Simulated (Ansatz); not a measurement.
**Strength of the Ge–C bond: C2H8GeS → CH5GeS + CH3**

Species: C2H8GeS `C[S][GeH2][CH3]`, singlet; CH5GeS `C[S][GeH2]`, doublet; CH3 (methyl radical) `[CH3]`, doublet. 

Shapes, held fixed at every level: PBE0-D4/def2-TZVP. Flexible molecules stand in one conformer, not always the lowest. Programs: Ansatz 0.2.0. The zero-point and thermal change to 298 K, harmonic and unscaled (PBE0-D4/def2-TZVP), is -16.9 kJ/mol.

Q: Estimate ΔH(298 K) of this reaction.

A: The highest level, CCSD(T)/def2-TZVPP, gives ΔH(298 K) = +324.4 kJ/mol; the levels span +216.7 to +364.3. The column of differences is taken from that level and isn't an error. Hartree–Fock misses the correlation of the pair that is broken and comes out low. No measured value is set beside it here. Open shells run unrestricted unless RO is named. Relativity is left out for Ge unless named. Correlated rows may include outer-core shells of Ge, which these sets cover unevenly.

```csv
level,kind,ΔH(298 K) (kJ/mol),less CCSD(T)/def2-TZVPP
HF/def2-SVP,Hartree–Fock,+222.5,-101.9
HF/def2-TZVPP,Hartree–Fock,+216.7,-107.7
SPW92/def2-TZVPP,LDA,+364.3,+39.9
r2SCAN0-D4/def2-TZVPP,global hybrid,+296.2,-28.2
MP2/def2-SVP,perturbation theory,+324.2,-0.2
CCSD/def2-SVP,coupled cluster or CI,+304.2,-20.2
CCSD(T)/def2-TZVPP,coupled cluster or CI,+324.4,0.0
```

Homolysis of this Ge–C bond is strongly endothermic, as expected for a covalent σ bond between carbon and a germanium 4s/4p hybrid. Neither radical gains much to offset the lost pairing: methyl has no resonance stabilisation, and the sulfur lone pair probably interacts only weakly with the unpaired electron on germanium. In the same basis, correlation supplies 107.7 kJ/mol of the coupled-cluster value, about a third of the bond enthalpy. LDA errs the other way, showing its familiar overbinding.

The near-coincidence of MP2/def2-SVP with CCSD(T)/def2-TZVPP shouldn't be read as MP2 accuracy. In the small basis MP2 lies above CCSD, so its agreement with the larger-basis result probably reflects a cancellation between overestimated pair correlation and basis incompleteness. Likewise, the gap between CCSD and CCSD(T) mixes the triples contribution with the change of basis and can't be assigned to either alone. Nor does the result identify the molecule's weakest bond, since cleavage of Ge–S or S–C wasn't computed.
